Question

The molecule GeH2 is taken in its bent triplet state, with two unpaired electrons. Its atomization energy is the energy needed to pull it apart into one germanium and two hydrogen atoms. The table compares this energy at eight levels of theory with the reference, CCSDT(Q) in the same basis; a negative entry means that the molecule is bound too weakly.

Atomization energies of neutral triplet GeH2 without zero-point energy, calculated with the AFQMC program afq 1 and Ansatz 0.2.0 in the aug-cc-pVDZ basis, with a UHF determinant for the molecule. The germanium core up to 3d is frozen, relativity is left out, and the geometry is from PBE0/def2-TZVP. In ph-AFQMC (phaseless), the trial wave function follows the slash.

```
         level  this level less the reference (CCSDT(Q), same basis) (meV)  statistical noise, one standard error (meV)
            HF                                                     -1035.0                                        0.000
           MP2                                                      -181.0                                        0.000
          CCSD                                                       -40.0                                        0.000
       CCSD(T)                                                        -8.0                                        0.000
         CCSDT                                                         0.0                                        0.000
   ph-AFQMC/HF                                                        50.0                                       20.000
 ph-AFQMC/CISD                                                         2.0                                        1.000
released AFQMC                                                         1.0                                        1.000
```

(a) Why does Hartree-Fock (HF) bind the molecule too weakly, and by about this much?
(b) Why do the steps from HF to CCSDT shrink as they do?
(c) One row departs from the pattern. Which one is it, and how much can be said about its cause?

Model answer

(a) In HF each electron moves in the average field of the others. Electrons of equal spin still keep apart, because the wave function must change sign when two of them are exchanged. Two electrons of opposite spin in the same orbital have no such protection and meet too often. The energy they would gain by avoiding each other is the correlation energy, and HF leaves it out.

Binding creates such pairs. A free germanium atom has one doubly occupied valence orbital, 4s, and two single electrons in 4p. Each hydrogen atom has one electron and hence no correlation at all. The triplet molecule has two bond pairs and again two single electrons, so the count of close pairs rises from one to two. HF omits more energy in the molecule than in the atoms, and the molecule comes out bound too weakly.

The hydrogen molecule shows the same effect in its simplest form. Two atoms without correlation join into one pair, and HF underbinds by roughly 1 eV, a rough recalled value quoted only for orientation. The likeness ends at the germanium atom, which brings a pair of its own, and at the single electrons, which H2 does not have.

The pair count can be turned into an estimate with nothing fitted. An atomization error is the error of the atoms less that of the molecule. In the same calculations the HF energy of the molecule lies 2645 meV above the reference. As HF has no correlation error for hydrogen, the rest belongs to germanium:

Ge atom too high by = −1035 + 2645 = 1610 meV

The atomic value covers all four valence electrons, so it also contains the correlation between different orbitals. If the total simply grew in step with the number of close pairs, the molecule with its two pairs should hold twice the atomic value:

2 × 1610 = 3220 meV

The new pair would then weaken the HF bond by 1610 meV, about 1.6 times the computed error. The count gives the right sign and the right order of magnitude, but no more.

The overshoot has a plausible chemical reason. In the germanium atom one 4p orbital is empty and lies not far above 4s, so the 4s pair can avoid itself cheaply by passing part of the time into it. In the triplet molecule the valence orbitals of germanium are all taken up by the two bonds and the two single electrons. A bond pair that moves as a whole finds only antibonding and higher orbitals empty, and these are expected to cost more energy. On this view the atomic pair is unusually rich in correlation and a poor measure for a bond pair.

(b) The steps follow how many electrons are allowed to move in concert, and how completely this is treated. MP2 lets electrons avoid each other two at a time, but only to the lowest order, as if each pair made its small excursions undisturbed. That already removes 83% of the HF error. CCSD lets the excursions of all pairs act on one another until they are consistent, and the error falls from 181 to 40 meV.

What CCSD still lacks is the genuine joint motion of three electrons, for instance a bond pair that rearranges while a third electron nearby gives way. Such events are rarer than encounters of two, so their energy is smaller. They matter more in the molecule, where six valence electrons share the space around germanium, than in the atom with four. CCSD therefore still binds too weakly.

CCSD(T) estimates the triple excitations in one step from the CCSD result and removes 80% of what CCSD left. CCSDT treats them in full and closes the last 8 meV. That the series settles so quickly fits a molecule for which a single determinant is a good start, and the triplet studied here is of that kind.

(c) The irregular row is ph-AFQMC/HF, the only one with a large entry on the side of binding too strongly. AFQMC samples the correlated state by a random walk through many determinants. The phaseless constraint, marked ph, keeps the noise in check by steering the walk with a trial wave function, here the HF determinant. The price is a bias that depends on how good the trial is.

The row gives +50 meV with a standard error of 20 meV, which by itself would not exclude chance. The subtraction used in (a) says more. It places the fault in the atom: the germanium atom lies about 60 meV too high, while the molecule agrees with the reference within its noise. Atoms that lie too high make the bond look too strong.

The noise can be split in the same way. The run for the molecule has a standard error of 17 meV. Independent errors add in squares, so only about 11 of the 20 meV are left for the atom. The atomic error is several times larger than that, and chance is an unlikely explanation for it.

A possible cause is the empty 4p orbital met in (a). A single determinant knows nothing of the 4s pair passing into it and may steer the atomic walk badly. The CISD trial contains such double excitations, and with it the error drops to 2 meV. This fits the proposal without proving it, because the CISD trial improves on the single determinant in many ways at once, and no calculation here isolates the part played by the empty 4p orbital.

Remarks on the reasoning

The main step is to treat the atomization energy as a difference. Judged by the molecule alone, MP2 would look poor, with a total energy 665 meV too high. The germanium atom suffers from the same fault and cancels nearly three quarters of it. A method binds well when it errs equally on both sides. One that leaves out much of the correlation, as HF does, is at risk where binding changes the number or the kind of electron pairs.

The estimate in (a) is a consistency test and not a prediction, since the atomic value was itself obtained from the HF row. What it tests is whether the correlation energy grows in step with the number of close pairs, and the answer is no. A good answer says so and looks for the reason in the orbitals, rather than adjusting the energy per pair until the numbers agree. The steps, the cancellation and the noise come from the calculations; the pair picture and the role of the empty 4p orbital are arguments from theory.

The last rows call for restraint. CCSDT, ph-AFQMC with the CISD trial and released AFQMC, in which the constraint is let go, differ by no more than 2 meV, and the noise does not allow them to be ranked. Their agreement is also partly a condition of the comparison: CCSDT(Q) is accepted as reference only where released AFQMC confirms it to within 25 to 40 meV.

A small error in this table means closeness to CCSDT(Q), not to a measurement. All levels share a small basis, a frozen 3d shell and a treatment without relativity, and the errors from these choices come on top. The state matters too: the ground state of GeH2 is a singlet, in which the two single electrons are paired, so the pair count is different there.

GeH2 is a fragment of germane, a gas from which silicon-germanium layers for transistor channels are grown. At a growth temperature of roughly 800 K the thermal energy is about 70 meV, and an error of that size in a reaction barrier changes a rate by a factor of about three. The HF and MP2 errors are well above it and those of the other rows are below it. How much of such an error reaches a barrier depends on how many electron pairs the reaction makes or breaks.

The printed analysis after this text lists the split between molecule and atom for each level, together with the steps and ratios used here.

Printed output of the fit:

```
Errors against CCSDT(Q) in meV:
             row  atomization energy  molecule too high by  Ge atom too high by
              HF               -1035                  2645                 1610
             MP2                -181                   665                  484
            CCSD                 -40                    76                   36
         CCSD(T)                  -8                  18.7                 10.7
           CCSDT                   0                   1.3                  1.3
     ph-AFQMC/HF                  50                  12.4                 62.4
   ph-AFQMC/CISD                   2                   1.4                  3.4
  released AFQMC                   1                  -0.6                  0.4
Size of the HF atomization error as share of the reference energy, percent: 21.53
Share of the HF error of the molecule that the Ge atom cancels, percent: 60.87
Share of the MP2 error of the molecule that the Ge atom cancels, percent: 72.78
Step from HF to MP2, meV: 854
Step from MP2 to CCSD, meV: 141
Step from CCSD to CCSD(T), meV: 32
Step from CCSD(T) to CCSDT, meV: 8
Share of the HF atomization error removed by MP2, percent: 82.51
Share of the HF atomization error removed by CCSD, percent: 96.14
Share of the CCSD atomization error removed by perturbative triples, percent: 80
Opposite-spin share of the MP2 correlation energy in the molecule, percent: 83.1
Estimated correlation energy of one new close pair, meV: 1610
Estimate divided by the computed HF atomization error: 1.556
AFQMC with HF trial, atomization error in standard errors: 2.5
AFQMC with HF trial, error of the molecule in its own standard errors: 0.7313
AFQMC with HF trial less AFQMC with CISD trial, meV: 48
Standard error of that difference, meV: 20.02
Thermal energy at 800 K, meV: 68.94
```
